**Q.** I'm comparing calculated properties of boron phosphide, BP, and the band gaps alone run from 1.2 to 7.5 eV. Five of the rows even carry the same label, PBE, and theirs run from 1.2 to 4.2 eV. How can one method give such different answers?

Boron phosphide (BP, space group F-43m) at several levels of theory, without spin polarisation or spin-orbit coupling. Band gaps are for the cell relaxed with r2SCAN; volumes come from each method's own relaxation or energy curve, and bulk moduli are taken at fixed cell shape. Rows with 64 atoms use a periodic cluster of cells.

| name | kind | band gap (eV) | volume per atom (Å³) | bulk modulus (GPa) | atoms computed |
| --- | --- | --- | --- | --- | --- |
| PBE coarse-settings | low cutoff and mesh | 1.216 | n/a | n/a | 2 |
| PBE | semilocal | 1.238 | 11.762 | 162.00 | 2 |
| r2SCAN | semilocal | 1.410 | 11.671 | 169.40 | 2 |
| GFN1-xTB tblite | tight binding | 2.047 | 12.016 | 165.40 | 64 |
| PBE sz-orbitals | small basis | 3.003 | n/a | n/a | 2 |
| GLLB-SC | model potential | 1.837 | n/a | n/a | 2 |
| GFN2-xTB tblite | tight binding | 1.811 | 11.984 | 156.80 | 64 |
| PBE SZV | small basis | 4.200 | 12.724 | 155.00 | 2 |
| PM7 | semi-empirical | 6.908 | n/a | n/a | 64 |
| PM6 | semi-empirical | 7.523 | n/a | n/a | 64 |
| PBE DZVP | small basis | 1.296 | 11.792 | 160.70 | 2 |

**A.** PBE names only the functional, which approximates the quantum part of how electrons act on one another. A calculation also needs a basis, the set of functions from which the electron waves are built. Plane waves can be added until the result stops changing, and PBE then gives 1.24 eV. With the smallest sets of atomic orbitals, the same functional gives 3.00 eV (sz-orbitals) and 4.20 eV (SZV). All gaps belong to the same crystal cell, so a change of volume can't be behind this.

**Q.** Why should a small basis harm the gap so badly?

**A.** Take the limit of the smallest useful set: one s and three p orbitals on each atom. Two atoms then give eight bands, and the eight valence electrons fill four of them. The orbitals were made for occupied states, so they suit the filled bands best. The four empty bands have to be put together from what is left over, with no function of their own.

In a given potential, an added function can only lower the energy levels or leave them where they are. The filled levels gain less, because the orbitals were made for states like them, while the empty ones gain much, so the gap narrows. The DZVP row bears this out: with a second radial function for each valence shell and functions of higher angular momentum, the gap falls to 1.30 eV.

**Q.** If I had only one of the small-basis results, could I tell it from an error of the functional?

**A.** Not from a single number. Compare it with a second calculation, and look at more than one gap. In BP the lowest empty state doesn't sit at the zone centre, Γ, but most of the way towards the zone boundary at X. Going from PBE to the r2SCAN functional raises the direct gap at Γ and the indirect gap by nearly the same amount, about 0.2 eV. Going from plane waves to the sz basis raises them by 0.8 and 1.8 eV.

The small basis therefore distorts the empty bands instead of merely lifting them. Among the k points sampled, its lowest empty state also lies closer to Γ. Theory offers a likely reason: the states near X need d-like functions more than those at Γ, and an s and p set has none. The sz set also lacks a second radial function, and the table can't tell the two shortages apart. Other semiconductors with a conduction minimum near X should suffer in the same way.

**Q.** I care more about stiffness. There SZV looks fine: 155 GPa against 162 GPa for plane-wave PBE.

**A.** The modulus looks fine, but the volume is 8% too large compared with plane-wave PBE, and a stretched crystal ought to be much softer. How much softer can be estimated. Suppose that an error acts on the crystal like a constant extra pressure. It adds to the energy a term linear in the volume, which shifts the minimum but leaves the curvature at each volume unchanged. The crystal then has the modulus that PBE itself has at the new volume.

Let $B$ be the bulk modulus, $V$ the volume per atom and $B'$ the rise of $B$ per unit of pressure $P$. From $dP=-B\,dV/V$ and $dB=B'\,dP$ follows, for constant $B'$,

$$B=B_0\left(\frac{V_0}{V}\right)^{B'},$$

where $B_0$ and $V_0$ are the plane-wave PBE values. With $B'\approx4$, a rough usual value for such crystals that wasn't adjusted to any row, the SZV volume gives

$$B\approx162\ \text{GPa}\times\left(\frac{11.762}{12.724}\right)^4\approx118\ \text{GPa}.$$

**Q.** So SZV is far stiffer than it should be at its own volume?

**A.** Yes, and a lower $B'$ of 3 gives 128 GPa, which doesn't change the verdict. The small basis makes two errors: it swells the crystal, which softens it, and it makes the swollen crystal stiffer than PBE would be at the same volume. In the modulus they nearly cancel. A likely origin, which the table doesn't test, is that a single radial function can't reshape itself as the atoms approach, so that the energy penalty climbs ever more steeply under compression.

**Q.** Does your formula work where the basis is good?

**A.** It comes within about 2 GPa for r2SCAN and DZVP, though their volumes differ from that of PBE by less than 1%, which makes it a mild test. It fails for GFN1-xTB, which is about 17 GPa stiffer than PBE stretched to the same volume. That method isn't PBE under a slight pressure; its energy curve has a different shape. The printed output after this text gives the comparison for each row with a volume and a modulus.

**Q.** Then a good basis settles the matter, and 1.24 eV is the gap?

**A.** It is the PBE gap, and it is still too small: the measured one is roughly 2 eV. This error remains in the limit of a complete basis, which is how it can be recognised. The true gap is the cost of adding one electron to the crystal plus the cost of removing one from it. At the moment an electron is added on top of the filled bands, the exact potential jumps by a constant, and PBE has no such jump. GLLB-SC is built to estimate it, and its gap is 0.6 eV above that of PBE, though not all of this difference need come from the jump.

**Q.** And what has gone wrong in PM6 and PM7, at 7.5 and 6.9 eV?

**A.** They err in the opposite direction. Their gap is of the Hartree-Fock kind, in which the other electrons stay frozen when one is added or removed. In the limit of a system that can hardly be polarised, this would do little harm. In a semiconductor the surrounding electrons shift and screen the new charge, which lowers its cost considerably. Both methods also use small basis sets and clusters of cells that see few k points, and the table can't separate these shares from the lack of screening.

**Q.** The two xTB methods give about 2 eV, right where the experiment is. Should I use them?

**A.** Not on the strength of that number. They too work with a small basis, and the two smallest sets in the PBE rows raised the gap by 1.8 and 3.0 eV. Their parameters were fitted to molecules. The clusters of 64 atoms also see few k points, and the GFN1 run misses the point where PBE has its conduction minimum. My guess is that errors of opposite sign cancel here, and such a balance needn't hold in the next crystal.

For your own work, change one ingredient at a time. Enlarge the basis first, until gap and volume both stand still, and only then ask whether the functional agrees with experiment. Check the volume before you trust a modulus, because in the SZV row the modulus was the last place where the error showed.

Printed output of the fit:

```
Differences from converged PBE and modulus of PBE stretched to each volume:
                  row  gap change eV  volume change percent  modulus change percent  PBE curve modulus GPa  modulus less curve GPa
  PBE coarse-settings         -0.022                    n/a                     n/a                    n/a                     n/a
                  PBE              0                      0                       0                    162                       0
               r2SCAN          0.172                -0.7737                   4.568                  167.1                   2.288
      GFN1-xTB tblite          0.809                  2.159                   2.099                  148.7                   16.67
      PBE sz-orbitals          1.765                    n/a                     n/a                    n/a                     n/a
              GLLB-SC          0.599                    n/a                     n/a                    n/a                     n/a
      GFN2-xTB tblite          0.573                  1.887                   -3.21                  150.3                   6.475
              PBE SZV          2.962                  8.179                  -4.321                  118.3                   36.71
                  PM7           5.67                    n/a                     n/a                    n/a                     n/a
                  PM6          6.285                    n/a                     n/a                    n/a                     n/a
             PBE DZVP          0.058                 0.2551                 -0.8025                  160.4                  0.3423
SZV modulus expected on the PBE curve with pressure derivative 3 in GPa: 128
GFN1 modulus expected on the PBE curve with pressure derivative 3 in GPa: 151.9
r2SCAN less PBE, direct gap in eV: 0.1963
r2SCAN less PBE, indirect gap in eV: 0.172
sz basis less plane waves, direct gap in eV: 0.776
sz basis less plane waves, indirect gap in eV: 1.765
SZV less sz, two minimal bases, gap in eV: 1.197
Coarse mesh alone less coarse run with extra k point, gap in eV: 0.08368
Fine mesh alone less fine run with extra k point, gap in eV: 0.004081
PM7 gap over PBE gap: 5.58
PM6 gap over PBE gap: 6.077
PBE pressure on the shared cell, computed, in GPa: 1.283
PBE pressure on the shared cell, from volume and modulus, in GPa: 1.278
GFN1 pressure on the shared cell, computed, in GPa: 5.127
GFN1 pressure on the shared cell, from volume and modulus, in GPa: 5.11
SZV pressure on the shared cell, from volume and modulus only, in GPa: 15.99
```
